**Conformers of CF₃(CH₂)₄CF₃: energy, counting and thermal terms**

The table holds ten conformers with torsions, point groups, GFN2-xTB energies, PBE0-D3(BJ)/6-31G(d) energies on GFN2-xTB geometries, free energies and weights at 298.15 K, and dipoles. The program fits nothing: it splits each free energy into DFT energy, a counting term from mirror pairs and symmetry numbers, and a thermal remainder, and it compares energies with sums of single gauche costs. The output shows that conformer 1 leads the all-anti conformer 2 by 0.10 kcal/mol through counting, and that the all-gauche conformer 4, lowest in DFT energy, loses through a thermal term of 1.19 kcal/mol against conformer 2. GFN2-xTB energies put conformer 2 first, thermal terms scaled below 0.47 put conformer 4 first, and a parameter-free estimate places the crossing of conformers 1 and 2 near 250 to 260 K. The syn-pentane conformers 8 to 10 are highest on all three scales.

Conformers of CF₃(CH₂)₄CF₃, computed with PySCF 2.14.0 and tblite 0.8.0: PBE0-D3(BJ)/6-31G(d) energies at GFN2-xTB geometries, no solvent, at most ten conformers kept. Free energies and weights at 298.15 K include GFN2-xTB quasi-harmonic terms, symmetry numbers and mirror images. One conformer of each mirror pair is shown, and its weight covers both.

## Script

```python
# Table: ten conformers of CF3(CH2)4CF3; PBE0-D3(BJ)/6-31G(d) energies (PySCF) on GFN2-xTB geometries (tblite),
# free energies and weights at 298.15 K with GFN2-xTB thermal terms, dipoles. Tested: the split of G into energy,
# counting and thermal parts, coupling of gauche torsions, and which changes reverse the order.
T = {
    'conformer_number': [1, 2, 3, 4, 5, 6, 7, 8, 9, 10],
    'conformer_torsions_in_degrees': ['(-178,175,70)', '(180,180,180)', '(176,68,175)', '(59,58,59)', '(60,60,168)', '(-70,180,69)', '(65,165,65)', '(173,92,-68)', '(178,69,-111)', '(66,-99,-81)'],
    'conformer_point_group': ['C1', 'C2h', 'C2', 'C2', 'C1', 'Ci', 'C2', 'C1', 'C1', 'C1'],
    'conformer_mirror_pair': ['yes', 'no', 'yes', 'yes', 'yes', 'no', 'yes', 'yes', 'yes', 'yes'],
    'conformer_gfn2_energy_at_gfn2_minimum': [0.72, 0.0, 0.42, 0.56, 0.98, 0.65, 1.04, 1.75, 1.69, 1.97],  # kcal/mol
    'conformer_dft_energy': [0.87, 0.36, 0.98, 0.0, 0.88, 1.14, 1.17, 2.24, 2.32, 2.22],  # kcal/mol
    'conformer_free_energy': [0.0, 0.1, 0.46, 0.52, 0.53, 0.81, 1.05, 1.7, 1.71, 2.08],  # kcal/mol
    'conformer_weight': [27.0, 22.8, 12.4, 11.2, 11.1, 6.9, 4.6, 1.5, 1.5, 0.8],  # %
    'conformer_dipole': [2.96, 0.01, 0.08, 0.82, 2.94, 0.0, 2.88, 3.15, 2.3, 2.51],  # D
}
import re
import numpy as np
from scipy.constants import R, calorie
T0 = 298.15; Rk = R/calorie/1000; RT = Rk*T0
a = lambda k: np.array(T[k], float)
X, E, G = a('conformer_gfn2_energy_at_gfn2_minimum'), a('conformer_dft_energy'), a('conformer_free_energy')
W, D = a('conformer_weight'), a('conformer_dipole')
tor = np.array([[float(x) for x in re.findall(r'-?\d+', str(s))] for s in T['conformer_torsions_in_degrees']])
m = np.array([2 if str(s).lower() in ('yes', 'true') else 1 for s in T['conformer_mirror_pair']])
sig = np.array([{'C1': 1, 'Ci': 1, 'C2': 2, 'C2h': 2}[p] for p in T['conformer_point_group']])
n = 2*m//sig; g = abs(tor) < 120; ng = g.sum(1)
lab = [''.join(('+' if t > 0 else '-') if abs(t) < 120 else 'a' for t in r) for r in tor]
dE, dX, dG = E-E[1], X-X[1], G-G[1]
cnt = -RT*np.log(n/n[1]); th = dG-dE-cnt
bz = lambda y: 100*np.exp(-y/RT)/np.exp(-y/RT).sum()
print(f"RT = {RT:.3f}, RT ln2 = {RT*np.log(2):.2f}, RT ln4 = {RT*np.log(4):.2f} kcal/mol; table rounded to 0.01, derived terms good to about 0.02")
print(f"lowest row: GFN2-xTB energy {X.argmin()+1}, DFT energy {E.argmin()+1}, free energy {G.argmin()+1}")
print("Split of G against row 2 (kcal/mol); a anti, +/- gauche; n = equivalent rotamer states")
print("row type n    dG = dE(DFT) + counting + thermal | DFT minus GFN2-xTB")
for i in range(len(G)):
    print(f"{i+1:3d} {lab[i]}  {n[i]} {dG[i]:+.2f}   {dE[i]:+.2f}     {cnt[i]:+.2f}     {th[i]:+.2f}  | {dE[i]-dX[i]:+.2f}")
mt = [th[ng == k].mean() for k in range(4)]
print("mean thermal term for 0,1,2,3 gauche torsions:", ' '.join(f"{v:.2f}" for v in mt), "kcal/mol")
print(f"row 4 against row 1: energy {E[3]-E[0]:+.2f}, counting {cnt[3]-cnt[0]:+.2f}, thermal {th[3]-th[0]:+.2f}, total {G[3]-G[0]:+.2f}")
sh = np.delete(dE-dX, 1)
print(f"DFT minus GFN2-xTB over nine rows: mean absolute {abs(sh).mean():.2f}, largest {abs(sh).max():.2f} kcal/mol")
print(f"single gauche cost, end / centre: DFT {dE[0]:.2f} / {dE[2]:.2f}, GFN2-xTB {dX[0]:.2f} / {dX[2]:.2f} kcal/mol")
ne = g[:, 0].astype(int)+g[:, 2]; nc = g[:, 1].astype(int)
cE, cX = dE-ne*dE[0]-nc*dE[2], dX-ne*dX[0]-nc*dX[2]
print("Coupling = energy minus sum of single gauche costs (kcal/mol): DFT, GFN2-xTB")
for i in range(3, len(G)):
    print(f"  row {i+1} {lab[i]}: {cE[i]:+.2f}, {cX[i]:+.2f}")
print(f"gap from rows 1-7 up to rows 8-10: GFN2-xTB {X[7:].min()-X[:7].max():.2f}, DFT {E[7:].min()-E[:7].max():.2f}, G {G[7:].min()-G[:7].max():.2f}; their weight {W[7:].sum():.1f} %")
print(f"rows 7 minus 6: dipole {D[6]-D[5]:.2f} D, DFT {E[6]-E[5]:+.2f}, GFN2-xTB {X[6]-X[5]:+.2f} kcal/mol")
w = bz(G)/100; S = 1000*Rk*(-(w*np.log(w)).sum()+(w*np.log(m)).sum())
# 4.81 cal/(mol K) is a further result of the same run
print(f"weights from G: largest deviation {abs(bz(G)-W).max():.2f} points; mixing entropy {S:.2f} (run: 4.81) cal/(mol K)")
print(f"row 1 per mirror image {W[0]/2:.1f} %, row 2 {W[1]:.1f} %; weight ratio row 1 / row 2 = {W[0]/W[1]:.2f}")
print(f"gauche share: end torsions {50*(w*ne).sum():.0f} %, centre {100*(w*nc).sum():.0f} % (equal energies would give 67 %)")
print(f"weight with dipole above 2 D: {W[D > 2].sum():.1f} %; root-mean-square dipole {np.sqrt((w*D**2).sum()):.2f} D")
GX = dX+cnt+th
print("Weights of rows 1-5 (%) and leading row under changed ingredients")
for name, y in (("as computed", dG), ("GFN2-xTB energies", GX), ("no counting", dE+th),
                ("thermal terms halved", dE+cnt+th/2), ("no thermal terms", dE+cnt), ("DFT energy only", dE)):
    print(f"  {name:21s}", ' '.join(f"{v:5.1f}" for v in bz(y)[:5]), f" lead: row {y.argmin()+1}")
print(f"with GFN2-xTB energies, G above row 2: row 1 {GX[0]:+.2f}, row 3 {GX[2]:+.2f}, row 4 {GX[3]:+.2f} kcal/mol")
s1 = (dE[0]+cnt[0]-dE[3]-cnt[3])/(th[3]-th[0]); s2 = -(dE[3]+cnt[3])/th[3]
print(f"row 4 passes row 2 if thermal terms are scaled below {s2:.2f}, row 1 below {s1:.2f}")
print(f"estimate, row 2 passes row 1 on cooling: {T0*(dE[0]+th[0])/-cnt[0]:.0f} K (thermal term fixed), {T0*dE[0]/-(cnt[0]+th[0]):.0f} K (proportional to T)")
print(f"  a shift of 0.05 kcal/mol moves the first figure by {T0*0.05/-cnt[0]:.0f} K")
print(f"  row 4 passes row 2 below {T0*-dE[3]/(cnt[3]+th[3]):.0f} K if proportional to T, not on cooling if fixed")
assert (X.argmin(), E.argmin(), G.argmin(), GX.argmin()) == (1, 3, 0, 1)
assert all(y[7:].min() > y[:7].max() for y in (X, E, G))
assert np.all(np.diff(mt) > 0) and th.argmax() == 3
assert cE[3] < cX[3] < 0 and cE[7] > 0 and cE[8] > 0
```

Running it gives:

```
RT = 0.592, RT ln2 = 0.41, RT ln4 = 0.82 kcal/mol; table rounded to 0.01, derived terms good to about 0.02
lowest row: GFN2-xTB energy 2, DFT energy 4, free energy 1
Split of G against row 2 (kcal/mol); a anti, +/- gauche; n = equivalent rotamer states
row type n    dG = dE(DFT) + counting + thermal | DFT minus GFN2-xTB
  1 aa+  4 -0.10   +0.51     -0.82     +0.21  | -0.21
  2 aaa  1 +0.00   +0.00     -0.00     +0.00  | +0.00
  3 a+a  2 +0.36   +0.62     -0.41     +0.15  | +0.20
  4 +++  2 +0.42   -0.36     -0.41     +1.19  | -0.92
  5 ++a  4 +0.43   +0.52     -0.82     +0.73  | -0.46
  6 -a+  2 +0.71   +0.78     -0.41     +0.34  | +0.13
  7 +a+  2 +0.95   +0.81     -0.41     +0.55  | -0.23
  8 a+-  4 +1.60   +1.88     -0.82     +0.54  | +0.13
  9 a+-  4 +1.61   +1.96     -0.82     +0.47  | +0.27
 10 +--  4 +1.98   +1.86     -0.82     +0.94  | -0.11
mean thermal term for 0,1,2,3 gauche torsions: 0.00 0.18 0.53 1.07 kcal/mol
row 4 against row 1: energy -0.87, counting +0.41, thermal +0.98, total +0.52
DFT minus GFN2-xTB over nine rows: mean absolute 0.30, largest 0.92 kcal/mol
single gauche cost, end / centre: DFT 0.51 / 0.62, GFN2-xTB 0.72 / 0.42 kcal/mol
Coupling = energy minus sum of single gauche costs (kcal/mol): DFT, GFN2-xTB
  row 4 +++: -2.00, -1.30
  row 5 ++a: -0.61, -0.16
  row 6 -a+: -0.24, -0.79
  row 7 +a+: -0.21, -0.40
  row 8 a+-: +0.75, +0.61
  row 9 a+-: +0.83, +0.55
  row 10 +--: +0.22, +0.11
gap from rows 1-7 up to rows 8-10: GFN2-xTB 0.65, DFT 1.05, G 0.65; their weight 3.8 %
rows 7 minus 6: dipole 2.88 D, DFT +0.03, GFN2-xTB +0.39 kcal/mol
weights from G: largest deviation 0.05 points; mixing entropy 4.81 (run: 4.81) cal/(mol K)
row 1 per mirror image 13.5 %, row 2 22.8 %; weight ratio row 1 / row 2 = 1.18
gauche share: end torsions 44 %, centre 39 % (equal energies would give 67 %)
weight with dipole above 2 D: 46.5 %; root-mean-square dipole 2.02 D
Weights of rows 1-5 (%) and leading row under changed ingredients
  as computed            27.1  22.9  12.4  11.2  11.1  lead: row 1
  GFN2-xTB energies      22.8  27.4  20.9   2.9   6.1  lead: row 2
  no counting            13.3  44.9  12.2  11.0   5.4  lead: row 2
  thermal terms halved   22.5  15.9   9.8  21.4  14.3  lead: row 1
  no thermal terms       16.5   9.7   6.8  35.8  16.2  lead: row 4
  DFT energy only         9.1  21.4   7.5  39.3   8.9  lead: row 4
with GFN2-xTB energies, G above row 2: row 1 +0.11, row 3 +0.16, row 4 +1.34 kcal/mol
row 4 passes row 2 if thermal terms are scaled below 0.65, row 1 below 0.47
estimate, row 2 passes row 1 on cooling: 262 K (thermal term fixed), 249 K (proportional to T)
  a shift of 0.05 kcal/mol moves the first figure by 18 K
  row 4 passes row 2 below 138 K if proportional to T, not on cooling if fixed
```
